How fast does Schrödinger drift away from Klein-Gordon? An error bound for the free particle

Today I want to put a number on the phrase "Schrödinger is the non-relativistic limit of Klein-Gordon". For a free particle we can prove an inequality with an explicit constant and show that the constant cannot be improved. I use eV, nm and fs, and λ = ħ/mc is the reduced Compton wavelength.

Premises

There are three. First, the field Φ(r,t) obeys the free Klein-Gordon equation in three dimensions,

(1) (1/c²) ∂t²Φ − ΔΦ + (mc/ħ)² Φ = 0.

Second, Φ contains only positive frequencies, time dependence exp(−iEt/ħ) with E > 0. Third, the initial function ψ0 is normalised, ‖ψ0‖ = 1 with ‖f‖² = ∫|f|² d³r, and Δ²ψ0 is square integrable. A hat marks the unitary Fourier transform, so Plancherel's theorem reads ‖f‖ = ‖f̂‖ and Δ becomes −k². Brackets ⟨·⟩ are averages over |ψ̂0(k)|².

Step 1: the envelope

Remove the rest-energy oscillation, Φ = exp(−iωt) φ with ω = mc²/ħ. Then ∂t²Φ = exp(−iωt)(∂t²φ − 2iω ∂tφ − ω²φ). The term −ω²φ/c² cancels the mass term of (1). Multiplying the rest by −ħ²/2m and rearranging gives

(2) iħ ∂tφ = −(ħ²/2m) Δφ + (ħ²/2mc²) ∂t²φ.

This is exact. Dropping the last term leaves the Schrödinger equation, whose solution I call χ, with χ(0) = φ(0) = ψ0.

Step 2: both evolutions in k space

For each k, (1) is an oscillator equation with solutions exp(∓iEt/ħ), where E = √(m²c⁴ + p²c²) and p = ħk. The second premise keeps the upper sign. With T = E − mc² and K = p²/2m,

(3) φ̂(k,t) = exp(−iTt/ħ) ψ̂0(k), χ̂(k,t) = exp(−iKt/ħ) ψ̂0(k).

Both multipliers have modulus one, so both norms stay equal to one.

Step 3: the energy inequality

No series is needed. Square E = T + mc²: T² + 2mc²T = p²c². Divide by 2mc²:

(4) δ ≡ K − T = T²/(2mc²).

The right side is not negative, so T ≤ K. Also T ≥ 0, because E ≥ mc². Hence T² ≤ K², and (4) gives

(5) 0 ≤ δ ≤ δ0 ≡ K²/(2mc²) = p⁴/(8m³c²).

This holds for every p, however large.

Step 4: from energy to phase to norm

For real a and b, |exp(ia) − exp(ib)| = 2|sin((a − b)/2)| ≤ |a − b|: the chord is shorter than the arc. Let D(t) = ‖φ(t) − χ(t)‖ and θ(k) = δ(k) t/ħ. Plancherel and (3) give the exact expression

(6) D² = ⟨4 sin²(θ/2)⟩.

The chord inequality and (5) give D² ≤ ⟨θ²⟩ ≤ (t/ħ)²⟨δ0²⟩. With p = ħk, δ0/ħ = ħ³k⁴/(8m³c²), and ⟨k⁸⟩ = ‖Δ²ψ0‖² because Δ² becomes k⁴. Taking the root,

(7) D(t) ≤ B(t) ≡ Γ|t|, Γ = ħ³ ‖Δ²ψ0‖/(8m³c²) = cλ³ ‖Δ²ψ0‖/8.

That is the result. At fixed m, t and ψ0 the error of the Schrödinger solution is of order c⁻², under a bound linear in time.

Question: Why not argue from (2) that the dropped term is small?

You can, and it points to the same constant. On a mode of (3) the dropped term equals −T²/(2mc²) times φ̂, which is −δφ̂ by (4). So (2) is a Schrödinger equation with a source of constant norm ⟨δ²⟩^(1/2), and a unitary evolution lets such a source accumulate at most linearly, at the rate ⟨δ²⟩^(1/2)/ħ ≤ Γ.

Question: Two unit vectors cannot be more than 2 apart. The error cannot grow linearly for ever.

Correct. The bound grows linearly; the error follows it only while B is small. From (6), D ≤ 2, so the full statement is D ≤ min(2, B). We can say more. D² = 2 − 2 Re⟨exp(iθ)⟩, and δ increases strictly with |k|. Using δ as the radial variable turns ⟨exp(iθ)⟩ into the Fourier transform of an integrable density, which vanishes as |t| → ∞ by the Riemann-Lebesgue lemma. The two states become orthogonal and D → √2.

Question: How much do you give away at short times?

Very little. We need lower bounds for the same two steps. For the phase, 4 sin²(θ/2) = 2 − 2 cos θ ≥ θ² − θ⁴/12. For the energy, put x = K/(2mc²) = λ²k²/4. From (5), T ≥ K(1 − x). For x ≤ 1/4, Bernoulli's inequality gives T⁴ ≥ K⁴(1 − x)⁴ ≥ K⁴(1 − 4x), and for x > 1/4 the outer inequality is trivial, since its right side is negative. With (4), δ² ≥ δ0²(1 − λ²k²). Using δ ≤ δ0 in the θ⁴ term and assuming the moments exist,

(8) D² ≥ B² [1 − λ²⟨k¹⁰⟩/⟨k⁸⟩ − B²⟨k¹⁶⟩/(12⟨k⁸⟩²)].

The bracket tends to one as c → ∞ at fixed t. So D/B → 1, and the factor 1/8 is sharp.

Question: Klein-Gordon is second order in time. What if my data are not purely of positive frequency?

Write Φ̂ = a exp(−iEt/ħ) + b exp(+iEt/ħ). Then a + b = ψ̂0 and iħ ∂tΦ̂(0) = E(a − b). Since a = ψ̂0 − b, the envelope is that of (3) plus b times a difference of two phase factors, so (7) gains at most 2‖b‖, constant in time. Suppose the envelope starts with the Schrödinger time derivative. Then E(a − b) = (mc² + K)ψ̂0, so b = −δψ̂0/(2E), and E ≥ mc² with δ0 = mc²λ⁴k⁴/8 gives

(9) 2‖b‖ ≤ λ⁴‖Δ²ψ0‖/8.

Suppose instead ∂tφ(0) = 0. Then E(a − b) = mc²ψ̂0, b = Tψ̂0/(2E), |b| ≤ K|ψ̂0|/(2mc²), and

(10) 2‖b‖ ≤ λ²‖Δψ0‖/2.

The first offset is of order c⁻⁴ and the second of order c⁻².

Question: The conserved quantity of Klein-Gordon theory is the charge, not the L² norm.

For general solutions, yes. For positive frequencies both are conserved. The charge density (iħ/2mc²)(Φ* ∂tΦ − Φ ∂tΦ*) integrates to ∫(E/mc²)|φ̂|² d³k. The function √(E/mc²) φ̂, the Newton-Wigner wave function, has this charge as its squared L² norm. It evolves with the same multiplier as φ̂, so (7) holds for it as well, with its own initial value as ψ0. The two choices differ by the factor √(1 + T/mc²) − 1 ≤ K/(2mc²), so the ambiguity in what "equal data" means is at most

(11) λ²‖Δψ0‖/4,

again constant in time.

Question: An electron has spin ½. Why does any of this apply?

The free Dirac Hamiltonian squares to E², so each component of a free spinor obeys (1), and in a positive-energy state each evolves with exp(−iEt/ħ). Thus (7) holds for the upper two-component spinor u, and equally for the Foldy-Wouthuysen spinor. There is one trap. The lower component is cσ·p/(E + mc²) acting on u, with magnitude at most λk/2 per mode, so its norm is at most

(12) λ‖∇u‖/2.

If you compare the whole four-spinor with a Schrödinger spinor padded with zeros, this constant adds to D in quadrature, and it is of order c⁻¹, not c⁻².

Question: What if Δ²ψ0 is not square integrable?

That happens for a cusp. For ψ0 ∝ exp(−r/a), ψ̂0 falls as k⁻⁴, so ⟨k⁸⟩ diverges while ⟨k⁴⟩ exists. Use min(2, |θ|) ≤ √(2|θ|) in (6). Then D² ≤ 2⟨|θ|⟩ ≤ cλ³|t|⟨k⁴⟩/4, so D ≤ √(cλ³|t|) ‖Δψ0‖/2. The limit still holds, with a guaranteed rate of only c⁻¹ and √|t|.

Question: What does D mean for something observable?

For any projector P, such as the one on a region of space, |‖Pφ‖² − ‖Pχ‖²| ≤ (‖Pφ‖ + ‖Pχ‖) ‖P(φ − χ)‖ ≤ 2D. The converse fails, because D also counts an overall phase. Minimising over that phase gives D² = 2 − 2|⟨exp(iθ)⟩|, which for small θ is the variance of θ in place of its mean square.

Range of validity

Inequality (7) is rigorous for all t and all momenta, given a free particle, positive-frequency data and finite ‖Δ²ψ0‖. It is informative only for |t| < 2/Γ. It is close to an equality when both corrections in (8) are small, which needs λk ≪ 1 over the tail of the distribution that dominates ⟨k⁸⟩, and B well below one. For a packet with mean wave vector k0 far above its spread, Γ ≈ cλ³k0⁴/8, and most of D is an overall phase plus a displacement from the difference in group velocity; a comparison expanded about k0 then serves better. The proof uses the diagonal form (3) and does not carry over to external potentials, where for an electron spin-orbit and Darwin terms enter at the same order c⁻².

Illustration: a Gaussian electron packet of 0.1 nm width

The convention matters, since Γ scales as the inverse fourth power of the width. I assume

ψ0 = (2πσ²)^(−3/4) exp(−r²/4σ²), σ = 0.1 nm,

so σ is the standard deviation of |ψ0|² along each axis and the mean momentum is zero. Then |ψ̂0|² is Gaussian with standard deviation s = 1/(2σ) = 5 nm⁻¹ per axis. The variable u = k/s has the radial density √(2/π) u² exp(−u²/2), and integration by parts gives ⟨u^(2n)⟩ = (2n + 1)⟨u^(2n−2)⟩, hence ⟨u^(2n)⟩ = (2n + 1)!!. We need ⟨u²⟩ = 3, ⟨u⁴⟩ = 15, ⟨u⁸⟩ = 945, ⟨u¹⁰⟩ = 10395 and ⟨u¹⁶⟩ = 34459425.

From the fundamental constants, λ = 3.8616 × 10⁻⁴ nm and mc² = 511.0 keV. The mean kinetic energy is 3ħ²s²/2m = 2.857 eV, and λs = 1.931 × 10⁻³. Then

‖Δ²ψ0‖ = √945 s⁴ = 19213 nm⁻⁴,
cλ³/8 = 2.158 × 10⁻⁹ nm⁴/fs,
Γ = 4.146 × 10⁻⁵ fs⁻¹, ħΓ = 27.3 μeV.

The bound reaches 0.01 at t = 241.2 fs and becomes empty, B = 2, at 48 ps. For scale, the spreading time is τ = 2mσ²/ħ = 0.1728 fs, and at 241.2 fs the Schrödinger width σ√(1 + t²/τ²) is 139.6 nm.

For this packet the moment ratios in (8) are 10395/945 = 11 and 34459425/(12 × 945²) = 3.216, so D² ≥ B²(1 − 11λ²s² − 3.216 B²) with 11λ²s² = 4.10 × 10⁻⁵. At B = 0.01 this yields D/B ≥ 0.9998: the error is pinned between 0.9998 B and B. Removing the best overall phase replaces 945 by 945 − 15² = 720 and lowers D by the factor √(720/945) = 0.873.

Now the constant offsets. Equation (9) gives 5.3 × 10⁻¹¹, which is negligible. With ‖Δψ0‖ = √15 s², (10) gives 7.2 × 10⁻⁶ and (11) gives 3.6 × 10⁻⁶; B overtakes the latter at 0.087 fs. The Dirac lower component, for u equal to this Gaussian, is bounded by √3 λs/2 = 1.67 × 10⁻³, and B passes that value only at 40 fs. The premise of free motion is the fragile one. A uniform field of 195 V/m drops 27.3 μV across 139.6 nm, so at that stage a stray field of this size, left out of both equations, dephases the packet as fast as the relativistic correction does.

Question: Is there a system where this bites sooner?

Yes, the conduction band of a direct-gap semiconductor. The isotropic Kane form T(1 + αT) = ħ²k²/2m* is equation (4) with m → m* and 1/(2mc²) → α, so the whole proof bounds the error of the parabolic envelope against the exact solution of that model, with ħΓ = αK_s²√945 and K_s = ħ²s²/2m*. For GaAs I use the typical values m* = 0.067 electron masses and α = 0.6 eV⁻¹, chosen to represent the usual non-parabolicity of the Γ valley, and an assumed width σ = 5 nm, so s = 0.1 nm⁻¹. The role of mc² is played by 1/(2α) = 0.83 eV, and the limiting speed is 1.5 × 10⁶ m/s. The model gives K_s = 5.69 meV, ħΓ = 0.60 meV and Γ = 0.9 × 10⁻³ fs⁻¹, about 22 times the vacuum rate for a packet 50 times wider. B reaches 0.01 at 11 fs. Here λ²s² becomes 4αK_s and 11λ²s² becomes 0.15, so (8) guarantees only D/B ≥ 0.92 at that time.

These are the model's numbers, and three omissions have a size. The spin splitting γ[σx kx(ky² − kz²) + cyclic terms], with a typical γ of order 0.02 eV nm³, has the root-mean-square value √12 γs³ = 0.07 meV, well below ħΓ. Cubic warping typically makes the quartic term some tens of per cent larger along [111] than along [100], so the isotropic rate is likely low by roughly a fifth. Phonon scattering, with a typical room-temperature time of 0.3 ps, ends the free evolution when B has reached about 0.27.